V/2 versus V/3 biasing of a crossbar: leakage power and required selector nonlinearity

1. Premises and conventions

The array has N word lines and N bit lines with one cell, a selector in series with a memory element, at each crossing. Cell voltage v is word-line minus bit-line potential. One cell is addressed: its word line is driven to V and its bit line to 0.

P1. Lines and drivers have no resistance.
P2. All cells share one static characteristic I(v). The worst case is meant, with every unselected memory element in its low-resistance state.
P3. The characteristic is odd, I(−v) = −I(v). Section 3 drops this.
P4. Only steady conduction is counted, and no unselected cell switches.

Nonlinearity is defined as K2 = I(V)/I(V/2) and K3 = I(V)/I(V/3), with R = I(V/2)/I(V/3) = K3/K2. The addressed cell takes Psel = V·I(V).

2. Cell voltages

Hold the unselected word lines at a and the unselected bit lines at b. The N − 1 other cells on the selected word line see V − b. The N − 1 other cells on the selected bit line see a. The remaining (N − 1)² cells see a − b. Since (V − b) + a + (b − a) = V, the largest of the three magnitudes cannot be below V/3, and it equals V/3 only for a = V/3, b = 2V/3. This V/3 scheme has the lowest possible disturb voltage; 2(N − 1) cells sit at +V/3 and (N − 1)² cells at −V/3. The V/2 scheme takes a = b = V/2, which zeroes the largest group and puts 2(N − 1) cells at V/2.

3. Power in the unselected cells

Each cell dissipates v·I(v). In V/2,

P2 = 2(N − 1)·(V/2)·I(V/2) = (N − 1)·V·I(V/2).   (1)

In V/3, P3 makes the reverse-biased cells dissipate as much as the forward ones, and 2(N − 1) + (N − 1)² = (N − 1)(N + 1), so

P3 = (N² − 1)·(V/3)·I(V/3).   (2)

Dividing (2) by (1) gives P3/P2 = (N + 1)/(3R). Hence V/3 dissipates less only if

R = I(V/2)/I(V/3) > (N + 1)/3, that is N < N* = 3R − 1.   (3)

Relative to the addressed cell, P2/Psel = (N − 1)/K2 and P3/Psel = (N² − 1)/(3K3).

Asymmetric cells. Let r = |I(−V/3)|/I(V/3). Then P3 = (N − 1)(V/3)·I(V/3)·[2 + (N − 1)r], and (3) becomes N < 1 + (3R − 2)/r. For large N the reverse current alone sets P3. A bipolar memory is written in both polarities, so the test must be passed in each.

Power at the supply. In V/2 with one shared V/2 rail, that rail absorbs (N − 1)·I(V/2) from the unselected bit lines and returns the same current to the unselected word lines. Its net current is zero and the supply delivers (1). In V/3, write I3 = I(V/3). Each unselected bit line absorbs I3 from the selected word line and feeds I3 to each of N − 1 unselected word lines, a net output of (N − 2)·I3. Each unselected word line absorbs the same net amount. With lossless rails the power is V·I3·(N − 1)[1 + (2/3)(N − 2) − (1/3)(N − 2)], which is (2). If linear regulators feed the 2V/3 rail from V and dump the V/3 rail to ground, the supply delivers V·I3·(N − 1)[1 + (N − 2)] = (N − 1)²·V·I3, about three times (2) at large N, and the crossover falls to N < 1 + R.

4. Array size from leakage and from power

The selected word line carries I(V) plus N − 1 leakage currents I(V/n), with n = 2 or 3, and so does the selected bit line. Requiring (N − 1)·I(V/n) < f·I(V) gives

N < 1 + f·Kn, or Kn > (N − 1)/f.   (4)

This protects the driver and the sense margin. In V/2 it also bounds the power: P2 < p·Psel gives N < 1 + p·K2, the same form. In V/3 it does not, since most leakage flows between unselected lines. There P3 < p·Psel gives

N < √(1 + 3p·K3).   (5)

5. Tunnel current through the limiting barrier

Let one oxide layer of thickness d, barrier height qφ and tunnelling mass m* limit the current. With no trapped charge and equal electrode work functions, the layers divide the voltage as series capacitors, so this layer drops u = ηv with η = (d/ε)/Σ(di/εi), and its field is F = u/d. Write the electron energy of motion normal to the film as qw, counted from the emitter Fermi level, and VT = kT/q.

Assume that the transmission depends on w alone and has the WKB form exp(−S), with S = (2/ħ)∫√[2m*q(φ − w − Fz)] dz over the forbidden part of the layer. The antiderivative of √(φ − w − Fz) is −(2/3F)(φ − w − Fz)^(3/2), so

S(w) = (B/F)·{(1 − w/φ)^(3/2) − [1 − (w + u)/φ]₊^(3/2)},  B = 4√(2m*q)·φ^(3/2)/(3ħ),   (6)

where [y]₊ is y if positive and 0 otherwise. The second term vanishes when the electron leaves the barrier inside the oxide (triangular barrier) and survives when it must cross the full thickness (trapezoidal barrier, direct tunnelling).

A free-electron emitter of mass m carries the current density 2q∫d³k/(2π)³ × (normal velocity) × (occupation) × exp(−S). Velocity times dkz is q·dw/ħ, the transverse area element d²k is (2πm/ħ²) dE, and the Fermi function integrated over transverse energy E is kT·ln(1 + exp(−w/VT)). Subtracting the backward flow,

J = J0 ∫ exp(−S(w))·VT·ln{[1 + exp(−w/VT)]/[1 + exp(−(w + v)/VT)]} dw,  J0 = q³m/(2π²ħ³).   (7)

For free-electron m, J0 = 1.618×10¹⁰ A/(cm²·V²). Expand S ≈ S0 − c·w, where from (6)

S0 = (B/F)·{1 − [1 − u/φ]₊^(3/2)},  c = (3B/2Fφ)·{1 − [1 − u/φ]₊^(1/2)}.   (8)

When c·v ≫ 1 the backward term is negligible. Integration by parts turns the integral into (1/c)∫exp(cw)/(1 + exp(w/VT)) dw, and ∫exp(st)/(1 + exp t) dt over all t equals π/sin(πs) for 0 < s < 1. With s = c·VT,

J = (J0/c²)·exp(−S0)·θ,  θ = πs/sin(πs).   (9)

For u ≥ φ and s → 0, S0 = B/F, c² = 8m*qφ/(ħF)² and θ = 1, which gives the law of Fowler and Nordheim (1928), FN below:

J = A·F²·exp(−B/F),  A = q²(m/m*)/(8πhφ).   (10)

With F = ηv/d this is I ∝ v²·exp(−V0/v), V0 = B·d/η.

6. Nonlinearity of the FN barrier

Put x = V0/V. Then I(V/n) ∝ (V/n)²·exp(−nx), so I(V)/I(V/n) = n²·exp[(n − 1)x]:

K2 = 4·exp(V0/V),  K3 = 9·exp(2V0/V),  R = (9/4)·exp(V0/V).   (11)

Eliminating x gives R = (9/16)K2 and K3 = (9/16)K2². Four consequences follow while (10) holds at V, V/2 and V/3.

(a) Condition (4) needs x > ln[(N − 1)/4f] in V/2 and x > ½·ln[(N − 1)/9f] in V/3. For N = 1024 and f = 0.1, Kn must exceed 10230, so x must exceed 7.85 or 3.52.
(b) The crossover is N* + 1 = (27/16)K2. An array allowed in V/2 by (4) with f ≤ 1 has N + 1 < 2 + K2, which is below (27/16)K2 because K2 > 4. Such an array always dissipates less in V/3.
(c) Under a power budget, (5) gives N ≈ (3/4)√(3p)·K2 against p·K2. Both limits are linear in K2; the quadratic gain suggested by K3 exists only for line leakage.
(d) Multiplying (10) by K2 gives J(V)·K2 = 4A·F². At a fixed tolerable field, drive current and nonlinearity trade one for one.

7. Range of validity

Triangular barrier. Eq. (11) for K2 needs ηV/2 ≥ φ, and for K3 and R it needs ηV/3 ≥ φ. Below that, (8) gives a smaller S0 and a smaller c than the FN forms, both raising the low-bias current, so (11) overstates K3 and R.

Temperature. On the triangular branch s = (3/2)·n·x·VT/φ at bias V/n. It grows toward low bias, so θ inflates the leakage more than the drive current. Eq. (9) fails as s → 1, where thermally assisted tunnelling takes over and (7) must be integrated.

Series drop. If memory element and lines take ΔV at the addressed cell, the selector there sees V − ΔV while the leaking selectors see almost all of V/n. Both Kn are multiplied by (1 − ΔV/V)²·exp[−x·ΔV/(V − ΔV)], and R is unchanged. With line resistance ρ per pitch, the far cell loses, on each line, ρ·N·I(V) + ρ·I(V/n)·N(N − 1)/2, which is ρ·N·I(V)·(1 + f/2) at the limit (4). P1 needs (2 + x)·ΔV/V ≪ 1, since d ln I/d ln v = 2 + x.

Charging. Taking a cell of capacitance C to V/n and back dissipates C(V/n)², equal to the leakage energy (V/n)·I(V/n)·τ at τn = C·(V/n)/I(V/n). Eqs. (1) to (3) rank the schemes in energy only for bias held longer than τn.

Barrier shape. In a crested barrier (Likharev, 1998) the field lowers the barrier top itself, and no single V0 describes the curve. Trap-assisted conduction adds a parallel path that (7) omits; where it adds more, in proportion, at low bias than at V, it lowers Kn. Eqs. (1) to (5) survive both if the currents come from the actual I(v). For threshold switches they hold with the off branch at V/n, provided V/n stays below threshold.

8. Illustration: a Ta2O5/TaOx/TiO2 selector

Model inputs, all assumed or typical: Ta2O5 as limiting layer with d = 5 nm, ε ≈ 25, φ = 1.0 V, m* = 0.3m; TaOx 1 nm with ε ≈ 40; TiO2 2 nm with ε ≈ 80; V = 3.0 V; T = 300 K, VT = 0.02585 V. They were chosen so that K2 is of order 10⁴, typical of such selectors, and K2 is therefore no prediction. In the write polarity electrons enter through the Ta2O5. The conduction bands of TaOx and TiO2 are assumed to lie more than 0.2 eV below that of Ta2O5, so these layers are open at the Fermi level down to V/3, and they are left out of S. Unrounded values are carried between steps.

Voltage division: Σd/ε = 0.200 + 0.025 + 0.025 = 0.250 nm, η = 0.80. Then B = 3.741 V/nm, A = 5.14×10⁻⁶ A/V², V0 = 23.38 V and x = 7.795. Eq. (11) gives K2 = 9.7×10³, K3 = 5.3×10⁷, R = 5.5×10³ and N* = 1.6×10⁴. The TiO2 permittivity matters moderately: the compiled value 170 for bulk rutile along c (Crystal data cards), used as a high-end case for a film, gives η = 0.845, x = 7.38 and K2 = 6.4×10³.

The validity tests at the three biases, from (8) and (9):

bias | u (V) | F (MV/cm) | S0 | c (1/V) | s | θ
V | 2.4 | 4.8 | 7.79 | 11.7 | 0.302 | 1.17
V/2 | 1.2 | 2.4 | 15.59 | 23.4 | 0.605 | 2.01
V/3 | 0.8 | 1.6 | 21.29 | 19.4 | 0.501 | 1.57

At V/3 the drop of 0.8 V is below φ, so the barrier is trapezoidal. S0 is 21.29 where FN would use 23.38, a factor 8.1 in current, and the smaller c adds a factor 3.3. Eq. (9) then gives K2 = 5.7×10³ and K3 = 1.5×10⁶. Numerical integration of (7) with the full S(w) multiplies the three currents of (9) by 0.91, 0.96 and 1.15. The results, with f = p = 0.1 and r = 1:

quantity | FN, eq. (10) | eq. (7), 300 K
J(V), A/cm² | 4.9×10⁴ | 5.2×10⁴
J(V/2), A/cm² | 5.0 | 9.6
J(V/3), A/cm² | 9.2×10⁻⁴ | 0.044
K2 | 9.7×10³ | 5.4×10³
K3 | 5.3×10⁷ | 1.2×10⁶
R | 5.5×10³ | 2.2×10²
N*, eq. (3) | 1.6×10⁴ | 6.5×10²
N limit, V/2, leakage or power | 9.7×10² | 5.4×10²
N limit, V/3, leakage (4) | 5.3×10⁶ | 1.2×10⁵
N limit, V/3, power (5) | 4.0×10³ | 5.9×10²
P2/Psel, N = 256 | 0.026 | 0.047
P3/Psel, N = 256 | 0.00041 | 0.019
P2/Psel, N = 1024 | 0.11 | 0.19
P3/Psel, N = 1024 | 0.0066 | 0.30

The FN law overstates K2 by a factor 1.8, K3 by 45 and R by 25. It places a 1024 × 1024 tile far on the V/3 side of the crossover, while (7) makes V/2 the cheaper scheme there. Consequence (b) now holds only for f < (3R − 2)/K2 = 0.12. With linear regulators the crossover is at N = 2.2×10², and the V/3 leakage draws 0.89 Psel from the supply at N = 1024.

Sizes of the remaining neglected terms:

Series drop. ΔV = 0.2 V multiplies both Kn by 0.50.

Image force. With an optical permittivity ε∞ of about 4.5 for Ta2O5, the barrier lowering √(qF/4πε0ε∞) at V is 0.39 V, and ℓ = (lowering/φ)² = 0.154. The triangular exponent B/F is multiplied by approximately 1 − ℓ + (ℓ/6)·ln ℓ. Because ℓ ∝ F, the product ℓ·B/F = 1.20 is the same at V and V/2 and cancels in K2. The logarithm leaves the factor 2^(−1.20/6) = 0.87 in K2, while J(V) rises by a factor of about 5.

Asymmetry. At −V/3 electrons enter through the TiO2, and the 0.2 V dropped in the two high-permittivity layers lowers the Ta2O5 barrier to 0.8 V, just triangular, with exponent 16.73. Were those layers transparent, the exponents alone would give r = exp(21.29 − 16.73) ≈ 96. If they present an assumed mean barrier of 0.3 V at mass 0.3m over their 3 nm, they add 9.2 to the exponent and r ≈ 0.009. The model thus leaves r open over four decades, and r = 10 already cuts the crossover to N = 66. It has to be read from the device curve.

Charging. C = ε0/(0.250 nm) = 3.5 µF/cm² gives τ2 = 0.55 µs and τ3 = 80 µs, line capacitance not included. For a 100 ns write, charging outweighs leakage in this model. If the V/3 rails are held between writes, only the 2(N − 1) cells on the selected lines swing, from −V/3 to +V/3, at (2/3)²/(1/2)² = 16/9 times the charging loss of V/2, and the (N − 1)² others leak throughout.

These numbers are the model's, not the device's. Its drive current, 5.2×10⁴ A/cm² or 0.83 µA in a 40 nm × 40 nm cell, lies roughly 20 to 200 times below the 10⁶ to 10⁷ A/cm² typical of such multilayer selectors at similar nonlinearity, which they typically reach nearer 2 V than 3 V. Consequence (d) shows that the miss is structural: 10⁶ A/cm² with K2 = 10⁴ would need 22 MV/cm in this single FN barrier. Scaling all currents by a common factor leaves Kn, R and the array limits unchanged, shortens τn in proportion and enlarges the series drop. The model's crossover of about 6.5×10² lines is therefore an order of magnitude, and the design decision rests on inserting I(V), I(V/2) and I(±V/3) of the real cell into (3) to (5).